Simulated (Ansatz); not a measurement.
# Ligand exchange: CH4O + GaH(CH3)(NH2) → CH5NO + GaH2(CH3)

Species: CH4O (methanol) `CO`, singlet; GaH(CH3)(NH2), singlet; CH5NO `CON`, singlet; GaH2(CH3), singlet. The partners trade H for NH2: O–H and Ga–NH2 bonds give way to O–NH2 and Ga–H.

Shapes, held fixed at every level: PBE0-D4/def2-TZVP. Flexible molecules stand in one conformer, not always the lowest. Programs: Ansatz 0.2.0. Electronic energies: no zero-point or thermal term.

**Question.** Estimate ΔE of this reaction.

**Answer.** The highest level, CCSD(T)/def2-TZVPP, gives ΔE = +273.3 kJ/mol; the levels span +255.5 to +289.3. The column of differences is taken from that level and isn't an error. No measured value is set beside it here. Relativity is left out for Ga unless named. Correlated rows may include outer-core shells of Ga, which these sets cover unevenly. Times are processor times on shared x86 and Arm servers, and rough.

```tsv
level	kind	ΔE (kJ/mol)	less CCSD(T)/def2-TZVPP	CPU time (sum over the molecules)
HF/def2-SVP	Hartree–Fock	+257.2	-16.1	–
PBE-D4/def2-TZVPP	GGA	+255.5	-17.8	15 s
B3LYP-D4/def2-TZVPP	global hybrid	+262.4	-10.9	21 s
PBE0-D4/def2-TZVPP	global hybrid	+263.1	-10.2	16 s
r2SCAN0-D4/def2-TZVPP	global hybrid	+272.1	-1.2	28 s
B2PLYP/def2-TZVPP	double hybrid	+271.7	-1.6	28 s
MP2/def2-TZVPP	perturbation theory	+289.3	+16.0	–
CCSD(T)/def2-TZVPP	coupled cluster or CI	+273.3	0.0	3.7 min
```

The exchange is strongly uphill at every level, with +273.3 kJ/mol from coupled cluster, because it gives up two strong polar bonds for a much poorer pair. O–H and Ga–N both join atoms of very different electronegativity, and the amide lone pair can also donate into the empty 4p orbital of three-coordinate gallium. In the products, nitrogen is bound to oxygen instead, in a weak single bond with little ionic character and repulsion between adjacent lone pairs, while the new Ga–H bond is only weakly polar and offers no π donation.

The spread between methods is small beside the reaction energy, so the direction is secure even though the exact value is less so. MP2 lies above coupled cluster and PBE below it, probably because they balance correlation in the electron-rich O–N and Ga–N bonds differently. The close agreement of r2SCAN0 and B2PLYP with coupled cluster in this one reaction doesn't establish general accuracy. Nor does the unfavourable amide transfer imply that methanol is inert towards the gallium amide, since protonolysis to a gallium methoxide and ammonia is a separate pathway.
